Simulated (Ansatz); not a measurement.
**Strength of the S–In bond: In(SH)3 → In(SH)2 + HS**

Species: In(SH)3, singlet; In(SH)2, doublet; HS, doublet. 

Shapes, held fixed at every level: PBE0-D4/def2-TZVP. Flexible molecules stand in one conformer, not always the lowest. Programs: Ansatz 0.2.0. The zero-point and thermal change to 298 K, harmonic and unscaled (PBE0-D4/def2-TZVP), is -7.9 kJ/mol.

| level | kind | ΔH(298 K) (kJ/mol) | less CCSD(T)/def2-TZVPP | CPU time (sum over the molecules) |
| --- | --- | --- | --- | --- |
| HF/def2-SVP | Hartree–Fock | +202.3 | -100.3 | – |
| r2SCAN-D4/def2-TZVPP | meta-GGA | +296.4 | -6.2 | 29 s |
| B3LYP-D4/def2-TZVPP | global hybrid | +284.2 | -18.4 | 28 s |
| PBE0-D4/def2-TZVPP | global hybrid | +303.1 | +0.5 | 21 s |
| wB97M-V/def2-TZVPP | range-separated hybrid | +311.8 | +9.2 | 66 s |
| MP2/def2-TZVPP | perturbation theory | +322.9 | +20.3 | – |
| CCSD(T)/def2-SVP | coupled cluster or CI | +283.6 | -19.0 | 22 s |
| CCSD(T)/def2-TZVPP | coupled cluster or CI | +302.6 | 0.0 | 3.7 min |

The highest level, CCSD(T)/def2-TZVPP, gives ΔH(298 K) = +302.6 kJ/mol; the levels span +202.3 to +322.9. The column of differences is taken from that level and isn't an error. Hartree–Fock misses the correlation of the pair that is broken and comes out low. No measured value is set beside it here. Open shells run unrestricted unless RO is named. For atoms past krypton def2 sets carry core potentials with scalar relativity. Correlated rows may include outer-core shells of In, which these sets cover unevenly. Times are processor times on shared x86 and Arm servers, and rough.

Breaking the first In–S bond homolytically costs +302.6 kJ/mol at the highest level, as expected for a strong, polar covalent single bond. Cleavage leaves one electron on a sulfur 3p orbital in HS and another largely in an indium s–p hybrid in In(SH)2, formally taking the metal from In(III) to the less favourable In(II).

Electron correlation supplies a large part of the bond strength, even when Hartree–Fock and CCSD(T) are compared in the same small basis. Enlarging that basis strengthens the bond at the CCSD(T) level by 19.0 kJ/mol. A still larger basis would probably raise the value further, so the near-coincidence of PBE0-D4 with CCSD(T) doesn't establish it as the most accurate functional here.

The result is not a mean In–S bond energy: losing a second HS would form In(I) with its stable valence s pair, and should be easier.
